Boron hydrides serve as boron sources for doping silicon, and a plasma fed with them contains excited and open-shell fragments. Whoever models such a gas must choose the level of theory that decides how readily a fragment loses a hydrogen atom. For triplet BH3, an excited state of the molecule, this choice moves the cost from almost nothing to about one electronvolt. The table follows one hydrogen as it is pushed towards boron and then pulled away, with the other atoms held in place.

Neutral triplet BH3 along one B–H distance, computed with Ansatz 0.2.0 and the in-house AFQMC program afq 1 in the 6-31G basis, with unrestricted determinants and the boron 1s core frozen in the correlated levels. The starting geometry is from PBE0/def2-TZVP. Each level's energies are counted from its own value at the start of the scan, 1.2809 Å.

```
point distance (Å)  number  HF, energy from the start of the scan (eV)  MP2, energy from the start of the scan (eV)  CCSD(T), energy from the start of the scan (eV)  phaseless AFQMC, energy from the start of the scan (eV)  FCI, energy from the start of the scan (eV)  PBE, energy from the start of the scan (eV)  PBE0, energy from the start of the scan (eV)
             1.033       1                                       0.741                                        0.791                                            0.820                                                    0.822                                        0.822                                        0.827                                         0.788
             1.596       2                                       0.335                                        0.370                                            0.303                                                    0.302                                        0.299                                        0.311                                         0.360
             2.087       3                                       0.369                                        0.603                                            0.613                                                    0.610                                        0.607                                        0.894                                         0.895
             2.884       4                                       0.084                                        0.374                                            0.446                                                    0.447                                        0.447                                        1.015                                         0.930
             4.355       5                                       0.030                                        0.326                                            0.400                                                    0.402                                        0.402                                        1.022                                         0.924
```

FCI, which is exact within this small basis, shows a hump. The energy climbs to 0.607 eV at 2.087 Å and then sinks to 0.402 eV when the hydrogen is far away; the exact top of the hump may lie between the computed points. The last value is the cost of leaving an unrelaxed BH2 fragment behind, and it isn't the bond energy of ordinary BH3, whose ground state is a planar singlet. Row 1 lies on the other side of the start, where the B–H distance is squeezed and the energy rises steeply.

The hump becomes understandable once the shape of the molecule at the start is known. The moving hydrogen and one of its neighbours are both 1.28 Å from boron and only about 1.08 Å from each other, roughly half their separation in ordinary BH3. Bonding theory reads this as three electrons shared by boron and two hydrogens, in place of two full bonds with two electrons each. A further unpaired electron sits on boron. This assignment, and the account of the hump that follows from it, are argued from the shape and the electron count; the energies alone don't prove them.

Now run the curve backwards, from the separated end. The arriving hydrogen atom meets a finished B–H bond and an unpaired electron of its own spin on boron, and the Pauli principle makes both repel it. Closer in, its electron can spread into boron's empty p orbital and share in the neighbouring bond, so the energy falls. A hydrogen atom attacking H2 also has to open a closed electron pair, and it too meets a barrier. The likeness ends there: three hydrogen atoms have no empty p orbital to draw on, and their compact arrangement is the top of the barrier, whereas here it lies below the separated fragments.

Hartree–Fock (HF) also has the hump, so electron correlation isn't needed to produce it. What HF lacks is the depth of the well behind it. It puts the separated end only 0.030 eV above the start, less than a tenth of the FCI value. In this basis, almost the whole net binding of this hydrogen is therefore a matter of correlation.

The reason lies in what the departing electron leaves behind. Near boron it moves among electrons of opposite spin and lowers the energy by avoiding them; alone on a hydrogen atom it has nobody to avoid. The total correlation energy accordingly shrinks from 1.87 eV at the start to 1.50 eV in row 5, and all that remains belongs to BH2. HF leaves out this loss, and so makes the departure too cheap.

MP2 recovers part of the correlation, and a simple model asks whether that part is a constant share f. With all energies counted from the start, the model reads

MP2 ≈ HF + f × (FCI − HF)

The total energies of row 1 give f = 1.318/1.793 ≈ 0.735. For row 5, which played no part in setting f, the steps are

FCI − HF = 0.402 − 0.030 = 0.372 eV
MP2 ≈ 0.030 + 0.735 × 0.372 ≈ 0.30 eV

The computed MP2 value is 0.326 eV, so a constant share accounts for MP2 still making the departure slightly too cheap, though it somewhat overstates the shortfall from FCI.

The model does worst in rows 2 and 3, where it falls about 0.06 eV short. Row 2 is also the only row in which HF lies above FCI, because the correlation energy there is even larger than at the start. A likely cause, untested here, is that stretched partial bonds leave several arrangements of the electrons close in energy, which a single determinant describes poorly. MP2 then catches only about 70 percent of the correlation, against 73 percent at the start. Three percent of nearly two electronvolts matters in a curve whose features are a few tenths high, but it doesn't always do harm. In row 2 it leaves MP2 0.071 eV above FCI, while in row 3 it offsets the shortfall a constant share would give, and MP2 lands within 0.004 eV of FCI.

The two functionals fail the other way, and the choice of zero hides where. Counted from the start, PBE looks excellent in rows 1 and 2 and then drifts to an error of 0.62 eV. Counted from the separated end, the same numbers say that PBE places the whole compact region about 0.6 eV too low against FCI in this basis. This error is roughly halved in row 3 and nearly gone in row 4. It belongs to the molecule in which the electrons are shared, and it fades as the hydrogen leaves.

This fits the pattern of a well-known fault. In approximate functionals an electron partly repels itself, and it can reduce this false repulsion by spreading over several atoms. Shared odd electrons are therefore favoured too much, which is also why PBE gives too low a barrier for a hydrogen atom attacking H2. In triplet BH3 the hump vanishes altogether: PBE puts row 3 0.128 eV below the separated end, where FCI has it 0.205 eV above.

PBE0 supports this reading, though it doesn't settle it. It replaces a quarter of the PBE exchange by exact exchange, which contains no such self-repulsion, and the error in row 5 drops from 0.620 to 0.522 eV. Extended in a straight line to full exact exchange, this would remove roughly 0.4 eV. That is only a size, since the orbitals would readjust, but it makes exchange a large part of the gap between PBE and FCI. The rest needn't be a fault of PBE. The small basis gives electrons too little freedom to avoid each other, so FCI probably misses some of the correlation that binds the hydrogen. PBE computes its correlation from the density and depends much less on the basis. Against nature, its error is therefore expected to be smaller than the table suggests. PBE0 itself still has no clear hump; its last three points are nearly level.

For this curve CCSD(T) and phaseless AFQMC with a CISD trial are the safe choices, as both stay within 6 meV of FCI in every row. That agreement holds within the small basis, and the true energies may differ by more. For a similar departure, two questions help in guessing the errors. Does the leaving electron lose partners of opposite spin? Then HF is likely to make the departure too cheap. Was it shared among several atoms before it left? Then a functional such as PBE is likely to make it too costly, and may erase a barrier on the way. The printed analysis after this text gives the curves from both zeros.

Printed output of the fit:

```
H to H distance at the start of the scan, angstrom: 1.076
Energies from the separated end in eV:
    row  H to H in angstrom     FCI     HF     PBE    PBE0  PBE less FCI  PBE0 less FCI
  1.033              0.9975    0.42  0.711  -0.195  -0.136        -0.615         -0.556
  1.596               1.241  -0.103  0.305  -0.711  -0.564        -0.608         -0.461
  2.087               1.592   0.205  0.339  -0.128  -0.029        -0.333         -0.234
  2.884               2.274   0.045  0.054  -0.007   0.006        -0.052         -0.039
  4.355               3.658       0      0       0       0             0              0
Correlation energy as a lowering in eV and MP2 from a constant share:
    row  FCI correlation  MP2 correlation  MP2 share in percent  model MP2 curve  model less MP2
  1.033            1.793            1.318                 73.52           0.8006        0.009555
  1.596             1.91            1.333                 69.81           0.3085        -0.06147
  2.087            1.636            1.134                 69.33            0.544        -0.05901
  2.884            1.511            1.078                 71.36           0.3509        -0.02311
  4.355            1.502            1.072                 71.39           0.3035        -0.02249
FCI correlation lowering at the start, eV: 1.874
Correlation lowering lost from start to row 5, eV: 0.372
MP2 share of correlation at the start, percent: 73.01
Errors against FCI counted from the start:
    row  HF in eV  MP2 in eV  CCSD(T) in meV  phaseless AFQMC in meV  PBE in eV  PBE0 in eV
  1.033    -0.081     -0.031              -2                       0      0.005      -0.034
  1.596     0.036      0.071               4                       3      0.012       0.061
  2.087    -0.238     -0.004               6                       3      0.287       0.288
  2.884    -0.363     -0.073              -1                       0      0.568       0.483
  4.355    -0.372     -0.076              -2                       0       0.62       0.522
Rough exchange part of the PBE error in row 5, four times PBE less PBE0, eV: 0.392
Rest of the PBE error in row 5, eV: 0.228
Row 5 if PBE0 were a quarter HF and three quarters PBE, eV: 0.774
```
